# Polarised $e^+e^-\to\mu^+\mu^-$: helicity amplitudes and the $\cos 2\phi$ asymmetry

At lowest order an electron and a positron annihilate into one virtual photon, which creates the muon pair. At high energy the photon is made only from opposite-helicity beam particles, so it has spin projection $\pm1$ on the beam axis. Longitudinal beam polarisation changes how often this happens. Transverse polarisation makes the two projections interfere and gives the muons an azimuthal pattern.

## Premises and conventions

- Units are $\hbar=c=1$ with Heaviside-Lorentz charges, $e>0$, $e^2=4\pi\alpha$. The metric is $(+,-,-,-)$.
- The Dirac matrices are in the chiral basis, $\gamma^\mu=\begin{pmatrix}0&\sigma^\mu\\ \bar\sigma^\mu&0\end{pmatrix}$, with $\sigma^\mu=(1,\boldsymbol\sigma)$, $\bar\sigma^\mu=(1,-\boldsymbol\sigma)$.
- For fermions of charge $-e$ the vertex is $ie\gamma^\mu$, and the photon propagator is $-ig_{\mu\nu}/q^2$ in Feynman gauge. Spinors obey $\sum u\bar u=p\!\!\!/+m$.
- The frame is the centre-of-mass frame. The electron has $p_1=(E,0,0,p)$, the positron $p_2=(E,0,0,-p)$, and $s=4E^2$. The $\mu^-$ has $k_1=(E,k\hat{\mathbf n})$ with $\hat{\mathbf n}=(\sin\theta\cos\phi,\sin\theta\sin\phi,\cos\theta)$, the $\mu^+$ has $k_2=(E,-k\hat{\mathbf n})$, and $\beta=k/E$.
- The final flavour differs from the initial one, so only the $s$-channel diagram exists.
- The spins in the two beams are uncorrelated.

The diagram gives $i\mathcal M=(ie)^2\,[\bar v(p_2)\gamma^\mu u(p_1)]\,(-ig_{\mu\nu}/s)\,[\bar u(k_1)\gamma^\nu v(k_2)]$. Since $(ie)^2(-i)=ie^2$,

$$\mathcal M=\frac{e^2}{s}\,J^\mu K_\mu,\qquad J^\mu=\bar v(p_2)\gamma^\mu u(p_1),\qquad K^\mu=\bar u(k_1)\gamma^\mu v(k_2).\tag{1}$$

The overall sign depends on operator ordering and is unobservable. Relative phases between spin states matter and are fixed next.

## Step 1: spinors with a defined spin

A particle whose rest-frame spin state is the two-spinor $\xi$, boosted along its momentum, has

$$u(p,\xi)=\begin{pmatrix}\sqrt{p\cdot\sigma}\,\xi\\ \sqrt{p\cdot\bar\sigma}\,\xi\end{pmatrix}.$$

For the antiparticle we use charge conjugation. The field $\psi^c=-i\gamma^2\psi^*$ transforms as a Dirac spinor and annihilates positrons with wave function $-i\gamma^2v^*$. A positron in the physical spin state $\xi_2$ therefore has $-i\gamma^2v^*=u(p,\xi_2)$. The matrix $-i\gamma^2$ is real and squares to one, so $v=-i\gamma^2u^*$. With $\sigma_2\boldsymbol\sigma^*\sigma_2=-\boldsymbol\sigma$, which exchanges $p\cdot\sigma$ and $p\cdot\bar\sigma$, this becomes

$$v(p,\xi_2)=\begin{pmatrix}\sqrt{p\cdot\sigma}\,\eta\\ -\sqrt{p\cdot\bar\sigma}\,\eta\end{pmatrix},\qquad \eta=-i\sigma_2\xi_2^*.$$

For spin up along $z$, $\xi_2=(1,0)^T$ gives $\eta=(0,1)^T$. For spin down, $\xi_2=(0,1)^T$ gives $\eta=(-1,0)^T$. The spinor $\eta$ points against the physical spin, and $\eta^\dagger$ is linear in $\xi_2$.

## Step 2: the beam current and the helicity selection rule

The product $\gamma^0\gamma^\mu=\mathrm{diag}(\bar\sigma^\mu,\sigma^\mu)$ is block diagonal. For our momenta $p_1\cdot\sigma=p_2\cdot\bar\sigma=E-p\sigma_3$ and $p_1\cdot\bar\sigma=p_2\cdot\sigma=E+p\sigma_3$, so

$$J^\mu=\eta^\dagger\Big[\sqrt{E+p\sigma_3}\;\bar\sigma^\mu\sqrt{E-p\sigma_3}-\sqrt{E-p\sigma_3}\;\sigma^\mu\sqrt{E+p\sigma_3}\Big]\xi_1 .$$

For $\mu=0$ and $\mu=3$ the middle matrix commutes with $\sigma_3$ and the roots multiply to $\sqrt{E^2-p^2}=m_e$. The bracket is $m_e-m_e=0$ for $\mu=0$ and $-2m_e\sigma_3$ for $\mu=3$. For $\mu=i=1,2$ the matrix $\sigma_i$ anticommutes with $\sigma_3$, so $\sigma_i\sqrt{E\mp p\sigma_3}=\sqrt{E\pm p\sigma_3}\,\sigma_i$, and the bracket is $-(E+p\sigma_3)\sigma_i-(E-p\sigma_3)\sigma_i=-2E\sigma_i$. Exactly in the mass,

$$J^0=0,\qquad \mathbf J=-2\,\eta^\dagger\,(E\sigma_1,\;E\sigma_2,\;m_e\sigma_3)\,\xi_1.\tag{2}$$

Because $q=(\sqrt s,\mathbf 0)$, $J^0=0$ states current conservation, and gauge terms $q_\mu q_\nu$ in the propagator drop out.

Insert spin states along $z$. The positron moves along $-z$, so its helicity is minus its $S_z$.

- Both spins up, $e^-_R e^+_L$: $\mathbf J=-2E(1,i,0)=2\sqrt2E\,\boldsymbol\epsilon_+$.
- Both spins down, $e^-_L e^+_R$: $\mathbf J=2E(1,-i,0)=2\sqrt2E\,\boldsymbol\epsilon_-$.
- Opposite spins, that is equal helicities: $\eta\propto\xi_1$, the off-diagonal matrices $\sigma_{1,2}$ give zero, and $|\mathbf J|=2m_e$ along $z$.

Here $R,L$ denote helicity $\pm\tfrac12$ and $\boldsymbol\epsilon_\pm=\mp(1,\pm i,0)/\sqrt2$. As $m_e/E\to0$ only opposite-helicity pairs couple. The reason is chirality: the vector vertex does not mix upper and lower components, and at zero mass the lower components are occupied only by $e^-_R$ in $u$ and $e^+_L$ in $v$. We label the two surviving states by $\lambda=J_z=\pm1$.

## Step 3: the four helicity amplitudes

The muon current follows from (2) by rotation and complex conjugation, since $K^\mu=[\bar v(k_2)\gamma^\mu u(k_1)]^*$. Take $U=e^{-i\phi\sigma_3/2}e^{-i\theta\sigma_2/2}$, which carries $\hat{\mathbf z}$ into $\hat{\mathbf n}$, and define the muon spin states as $U\xi$. Because $\sigma_2U^*\sigma_2=U$, the spinor $\eta$ also becomes $U\eta$. The identity $U^\dagger\sigma_iU=R_{ij}\sigma_j$ then rotates the current by the matrix $R$ whose columns are

$$\hat{\boldsymbol\theta}=(\cos\theta\cos\phi,\cos\theta\sin\phi,-\sin\theta),\qquad \hat{\boldsymbol\phi}=(-\sin\phi,\cos\phi,0),\qquad\hat{\mathbf n}.$$

For massless muons only $\mu^-_R\mu^+_L$ ($\lambda'=+1$) and $\mu^-_L\mu^+_R$ ($\lambda'=-1$) survive, with $\mathbf K=2\sqrt2E\,\boldsymbol\epsilon'^{\,*}_{\lambda'}$ and $\boldsymbol\epsilon'_\pm=\mp(\hat{\boldsymbol\theta}\pm i\hat{\boldsymbol\phi})/\sqrt2$. The time components vanish, so (1) gives

$$\mathcal M_{\lambda\lambda'}=-\frac{e^2}{4E^2}\,8E^2\;\boldsymbol\epsilon_\lambda\cdot\boldsymbol\epsilon'^{\,*}_{\lambda'}=-2e^2\,\boldsymbol\epsilon_\lambda\cdot\boldsymbol\epsilon'^{\,*}_{\lambda'} .$$

The needed products are $(1,i\lambda,0)\cdot\hat{\boldsymbol\theta}=\cos\theta\,e^{i\lambda\phi}$ and $(1,i\lambda,0)\cdot\hat{\boldsymbol\phi}=i\lambda\,e^{i\lambda\phi}$. Hence $\boldsymbol\epsilon_\lambda\cdot\boldsymbol\epsilon'^{\,*}_{\lambda'}=\tfrac12\lambda\lambda'(\cos\theta+\lambda\lambda')e^{i\lambda\phi}$, and

$$\mathcal M_{\lambda\lambda'}=-e^2\,(1+\lambda\lambda'\cos\theta)\,e^{i\lambda\phi}.\tag{3}$$

Of sixteen helicity combinations four are non-zero, with $|\mathcal M|=e^2(1\pm\cos\theta)$. The upper sign holds when the $\mu^-$ has the helicity of the $e^-$. The zero at $\theta=\pi$ or $0$ is angular momentum conservation along the beam. The phase $e^{i\lambda\phi}$ is invisible for a beam of definite helicity and is the origin of the azimuthal asymmetry.

## Step 4: from amplitude to cross section

The two-body phase space, after the momentum delta function removes $\mathbf k_2$, is

$$d\Phi_2=\frac{k^2\,dk\,d\Omega}{(2\pi)^2\,4E_k^2}\,\delta(\sqrt s-2E_k)=\frac{k^2}{16\pi^2E^2}\,\frac{E}{2k}\,d\Omega=\frac{\beta\,d\Omega}{32\pi^2},$$

where $dE_k/dk=k/E_k$. The flux factor for massless beams is $4\,p_1\cdot p_2=2s$. Therefore

$$\frac{d\sigma}{d\Omega}=\frac{\beta}{64\pi^2s}\,\langle|\mathcal M|^2\rangle,\qquad \frac{e^4}{64\pi^2s}=\frac{\alpha^2}{4s}\equiv\sigma_0 .\tag{4}$$

## Step 5: partially polarised beams

Each beam is described by $\rho_a=\tfrac12(1+\boldsymbol\zeta_a\cdot\boldsymbol\sigma)$, where $\boldsymbol\zeta_a$ is the mean rest-frame spin direction, $|\boldsymbol\zeta_a|\le1$. We write

$$\boldsymbol\zeta_1=(T_1\cos\phi_1,\,T_1\sin\phi_1,\,P_1),\qquad \boldsymbol\zeta_2=(T_2\cos\phi_2,\,T_2\sin\phi_2,\,-P_2),$$

so that $P_1$ and $P_2$ are each counted along the particle's own momentum, while the azimuths $\phi_1,\phi_2$ refer to the common axes. The amplitude is linear in $\xi_1$ and in $\xi_2$, so $\langle|\mathcal M|^2\rangle=\sum_{ab}\rho_{ab}\mathcal M_a\mathcal M_b^*$ with $\rho=\rho_1\otimes\rho_2$. Only the states $\uparrow\uparrow$ ($\lambda=+$) and $\downarrow\downarrow$ ($\lambda=-$) contribute. Using $(\rho_a)_{\uparrow\downarrow}=\tfrac12T_ae^{-i\phi_a}$,

$$\rho_{++}=\tfrac14(1+P_1)(1-P_2),\quad \rho_{--}=\tfrac14(1-P_1)(1+P_2),\quad \rho_{+-}=\tfrac14T_1T_2\,e^{-i(\phi_1+\phi_2)} .$$

Both spins must flip to connect the two states, which is why $\rho_{+-}$ is a product: one transversely polarised beam alone has no effect at zero mass. From (3), $\mathcal M_{+\lambda'}\mathcal M^*_{-\lambda'}=e^4\sin^2\theta\,e^{2i\phi}$ for either $\lambda'$. With $\rho_{++}+\rho_{--}=\tfrac12(1-P_1P_2)$ and $\rho_{++}-\rho_{--}=\tfrac12(P_1-P_2)$,

$$\frac{d\sigma_{\lambda'}}{d\Omega}=\frac{\sigma_0}{2}\Big[(1-P_1P_2)(1+\cos^2\theta)+2\lambda'(P_1-P_2)\cos\theta+T_1T_2\sin^2\theta\cos(2\phi-\phi_1-\phi_2)\Big].$$

The middle term polarises the muons and cancels in the sum over $\lambda'$, as parity requires for a rate linear in a longitudinal polarisation. The sum is

$$\frac{d\sigma}{d\Omega}=\frac{\alpha^2}{4s}\Big[(1-P_1P_2)(1+\cos^2\theta)+T_1T_2\sin^2\theta\cos(2\phi-\phi_1-\phi_2)\Big].\tag{5}$$

The last term integrates to zero over $\phi$, and $\int(1+\cos^2\theta)\,d\Omega=16\pi/3$, so

$$\sigma=\frac{4\pi\alpha^2}{3s}\,(1-P_1P_2).$$

Fully polarised beams of equal helicity do not annihilate, and beams of opposite helicity give twice the unpolarised rate.

## Step 6: antiparallel transverse spins

Choose the $x$ axis along the electron spin. Antiparallel spins of equal degree mean $T_1=T_2=P$, $\phi_1=0$, $\phi_2=\pi$, $P_1=P_2=0$. Then $\cos(2\phi-\pi)=-\cos2\phi$, and

$$\boxed{\frac{d\sigma}{d\Omega}=\frac{\alpha^2}{4s}\Big[1+\cos^2\theta-P^2\sin^2\theta\cos2\phi\Big]}\tag{6}$$

with $\phi$ measured from the spin axis. For unequal degrees $P^2$ is replaced by $T_1T_2$. Parallel spins reverse the sign of the last term, and so does counting the azimuth from the transverse axis perpendicular to the spins.

This is the configuration of a flat ring in which both beams circulate oppositely in one guide field. Spin-flip synchrotron radiation (the Sokolov-Ternov effect) aligns the magnetic moments with the field, so electron spins point against it and positron spins along it, up to the limit $8/(5\sqrt3)=0.924$ for a uniform field. The spin axis is vertical. The muons are depleted along the vertical and enhanced in the ring plane.

## Step 7: second route, with the muon mass

The current (2) gives the same result without helicity states and explains the sign. Averaging replaces $\xi_1\xi_1^\dagger$ by $\rho_1$ and $\eta\eta^\dagger=\sigma_2(\xi_2\xi_2^\dagger)^*\sigma_2$ by $\tfrac12(1-\boldsymbol\zeta_2\cdot\boldsymbol\sigma)$. For $m_e=0$ and $i,j\in\{1,2\}$,

$$L^{ij}=\langle J^iJ^{j*}\rangle=E^2\,\mathrm{Tr}\big[(1-\boldsymbol\zeta_2\cdot\boldsymbol\sigma)\sigma_i(1+\boldsymbol\zeta_1\cdot\boldsymbol\sigma)\sigma_j\big].$$

The traces $\mathrm{Tr}\,\sigma_a\sigma_b=2\delta_{ab}$, $\mathrm{Tr}\,\sigma_a\sigma_b\sigma_c=2i\epsilon_{abc}$ and $\mathrm{Tr}\,\sigma_a\sigma_b\sigma_c\sigma_d=2(\delta_{ab}\delta_{cd}-\delta_{ac}\delta_{bd}+\delta_{ad}\delta_{bc})$ give

$$L^{ij}=2E^2\big[(1+\boldsymbol\zeta_1\cdot\boldsymbol\zeta_2)\delta_{ij}-\zeta_{1i}\zeta_{2j}-\zeta_{2i}\zeta_{1j}-i\epsilon_{ij3}(\zeta_{1z}+\zeta_{2z})\big].\tag{7}$$

For antiparallel spins along $x$ this is $2E^2[(1-P^2)\delta_{ij}+2P^2\delta_{i1}\delta_{j1}]$. A fraction $P^2$ of the virtual photons is linearly polarised along the spin axis and the rest is unpolarised in the transverse plane. The antiparallel pair contains the triplet state with zero projection on the spin axis, and a spin-1 state with zero projection on an axis has its polarisation vector along that axis.

The rotated form of (2) for the muons contains $A_i=E(\sigma_i-n_i\,\hat{\mathbf n}\cdot\boldsymbol\sigma)+m_\mu n_i\,\hat{\mathbf n}\cdot\boldsymbol\sigma$. Summing over both muon spins,

$$W^{ij}=\sum K^iK^{j*}=4\,\mathrm{Tr}[A_iA_j]=8E^2(\delta_{ij}-\beta^2n_in_j),$$

where $m_\mu^2=E^2(1-\beta^2)$ was used. $W$ is symmetric, so the last term of (7) drops. The prefactors combine to $e^4\cdot2E^2\cdot8E^2/s^2=e^4$. The contraction over $i,j=1,2$ gives $(1+\boldsymbol\zeta_1\cdot\boldsymbol\zeta_2)(2-\beta^2\sin^2\theta)-2T_1T_2\cos(\phi_1-\phi_2)+2\beta^2T_1T_2\sin^2\theta\cos(\phi-\phi_1)\cos(\phi-\phi_2)$. Inserting $\boldsymbol\zeta_1\cdot\boldsymbol\zeta_2=T_1T_2\cos(\phi_1-\phi_2)-P_1P_2$ and $2\cos a\cos b=\cos(a+b)+\cos(a-b)$ cancels every $\cos(\phi_1-\phi_2)$ term:

$$\frac{d\sigma}{d\Omega}=\frac{\alpha^2\beta}{4s}\Big[(1-P_1P_2)(2-\beta^2\sin^2\theta)+\beta^2T_1T_2\sin^2\theta\cos(2\phi-\phi_1-\phi_2)\Big].\tag{8}$$

At $\beta=1$ this is (5). For $P=1$ and $\beta=1$ the bracket is $2(1-n_x^2)$: massless spin-½ pairs avoid the photon polarisation axis. A pair of scalars has $\mathbf K\propto\hat{\mathbf n}$ and, from (7), the distribution $\sin^2\theta\,(1+P^2\cos2\phi)$ with the opposite sign, so the asymmetry is sensitive to the spin of what is produced.

## Step 8: observables

At fixed $\theta$, (6) has the form $1-A\cos2\phi$ with $A(\theta)=P^2\sin^2\theta/(1+\cos^2\theta)$. For an acceptance $|\cos\theta|<c_0$, the integrals of $1\pm\cos^2\theta$ over $\cos\theta$ are $2c_0\pm\tfrac23c_0^3$, so

$$A(c_0)=P^2\,\frac{3-c_0^2}{3+c_0^2},\qquad f(c_0)=\frac{3c_0+c_0^3}{4},\tag{9}$$

where $f$ is the accepted fraction of $\sigma$. Full coverage gives $A=P^2/2$. For the normalised density $(1-A\cos2\phi)/2\pi$ one has $\langle\cos2\phi\rangle=-A/2$ and $\langle\cos^22\phi\rangle=\tfrac12$. The estimator $-2\,\overline{\cos2\phi}$ from $N$ events thus has the statistical error $\delta A=2\sqrt{(\tfrac12-\tfrac14A^2)/N}$, and $A\propto P^2$ gives $\delta P=P\,\delta A/2A$. Counting events within $45^\circ$ in azimuth of the ring plane ($N_\perp$) and of the spin axis ($N_\parallel$) gives $(N_\perp-N_\parallel)/(N_\perp+N_\parallel)=2A/\pi$.

## Range of validity

Sizes are for $\sqrt s=7.4$ GeV, that is $E=3.7$ GeV and $s=54.76$ GeV². The inputs are the approximate values $m_e=0.511$ MeV, $m_\mu=0.10566$ GeV, $m_\tau=1.777$ GeV, $M_Z=91.2$ GeV and $\sin^2\theta_W=0.23$.

**Final state.** Equations (3), (5) and (6) need one $s$-channel photon away from resonances and a pointlike massless pair of unit charge. They do not describe Bhabha scattering, where the $t$-channel diagram lets equal-helicity beams scatter.

**Electron mass.** The equal-helicity current is smaller by $m_e/E=1.4\times10^{-4}$. Formula (7) extended to $j=3$ shows that the symmetric part of $L^{i3}$ is proportional to $\zeta_{1i}\zeta_{2z}+\zeta_{2i}\zeta_{1z}$. It vanishes for purely transverse spins, leaving corrections of order $m_e^2/E^2=1.9\times10^{-8}$.

**Final-state mass.** By (8), $A(90^\circ)=P^2\beta^2/(2-\beta^2)$. For muons $1-\beta^2=8.2\times10^{-4}$ and $A(90^\circ)$ falls by a relative $1.6\times10^{-3}$. For $\tau$ pairs $\beta^2=0.77$ and the massless formula fails: $A(90^\circ)$ is $0.63\,P^2$ in place of $P^2$.

**$Z$ exchange.** It multiplies (3) by $F_{\lambda\lambda'}=1+\chi g_\lambda g_{\lambda'}$, with $g_+=\sin^2\theta_W$, $g_-=\sin^2\theta_W-\tfrac12=-0.27$ and $\chi=s/[(s-M_Z^2)\sin^2\theta_W\cos^2\theta_W]=-0.037$. To first order this produces a forward-backward asymmetry $\tfrac38\chi(g_+-g_-)^2=-0.35\%$. The coefficient of $1+\cos^2\theta$ becomes $\tfrac14\sum F_{\lambda\lambda'}^2$ and that of the azimuthal term $\tfrac12\sum_{\lambda'}F_{+\lambda'}F_{-\lambda'}$. Both equal $1+\tfrac12\chi(g_++g_-)^2$ at first order, so in a symmetric acceptance $A$ changes only at order $\chi^2$, by a relative $-1.1\times10^{-5}$.

**Radiative corrections to the normalisation.** These are the largest neglected terms. With $L=\ln(s/m_e^2)=19.16$ the initial-state radiation parameter is $t=(2\alpha/\pi)(L-1)=0.084$. A veto on photons above a fraction $\kappa=0.1$ of the beam energy contributes a relative $t\ln\kappa=-0.19$, partly offset by other terms of order $t$. Vacuum polarisation raises the rate by $2\Delta\alpha$, with $\Delta\alpha=(\alpha/3\pi)[\ln(s/m^2)-\tfrac53]$ per light lepton. Electron and muon loops give $3.8\%$, and hadrons typically add about $3\%$. Absolute tree-level cross sections therefore hold only to 10 to 20 per cent, depending on the cuts.

**Radiative corrections to the asymmetry.** Vacuum polarisation, the helicity-conserving vertex form factors and soft-photon emission are spin-independent factors without $\phi$ dependence and cancel in $A(\theta)$. The interference of box diagrams with (1), and of initial with final radiation, is odd under $\mu^+\leftrightarrow\mu^-$ and cancels in a symmetric acceptance. Hard photons collinear with a beam leave $\phi$ unchanged but reduce the transverse polarisation. For an electron keeping the energy fraction $z$, the splitting amplitudes into a given photon helicity are in the ratio $1:z$ for the two electron helicities, so the rate carries $(1+z^2)/(1-z)$ and the interference term $2z/(1-z)$. The difference is $1-z$. Integrated over $1-z<\kappa$ with the leading-logarithmic weight $(\alpha/2\pi)L$ per beam, it lowers $T_1T_2$ by a relative $(\alpha/2\pi)L\kappa^2=2.2\times10^{-4}$. With such a cut, $A$ from (9) is good to about a per cent.

**Beams.** Head-on collisions, vertical spins at the interaction point and uncorrelated beams are assumed. $P^2$ stands for the luminosity-weighted mean of $T_1T_2$, which differs from the product of time-averaged polarisations when both grow during a fill.

## Numerical illustration

Take self-polarised beams with the assumed value $P=0.70$, below the limit of Step 6 as expected for incomplete build-up or some depolarisation. Then $P^2=0.49$. With $(\hbar c)^2=0.3894$ GeV² mb the tree-level scale is $\sigma_0=95$ pb/sr and $\sigma=1.6$ nb, the latter independent of $P$. The bracket of (6), which is $d\sigma/d\Omega$ in units of $\sigma_0$, is:

| $\theta$ | $\phi=0$ (spin axis) | $\phi=90^\circ$ (ring plane) | $A(\theta)$ |
|---|---|---|---|
| $90^\circ$ | 0.51 | 1.49 | 0.49 |
| $60^\circ$ | 0.88 | 1.62 | 0.29 |
| $30^\circ$ | 1.63 | 1.87 | 0.07 |

Perpendicular to the beam the model sends 2.9 times as many muons into the ring plane as along the vertical. For an illustrative acceptance $c_0=0.8$, (9) gives $f=0.73$ and $A=0.32$, and the sector asymmetry is $2A/\pi=0.20$. A sample of $N=1000$ accepted pairs needs an integrated luminosity $N/(f\sigma)$ of about $0.9$ pb$^{-1}$ at tree level. In this model it determines $A$ with $\delta A=0.044$ and the beam polarisation with $\delta P=0.048$, a statistical error well above the neglected corrections to the asymmetry.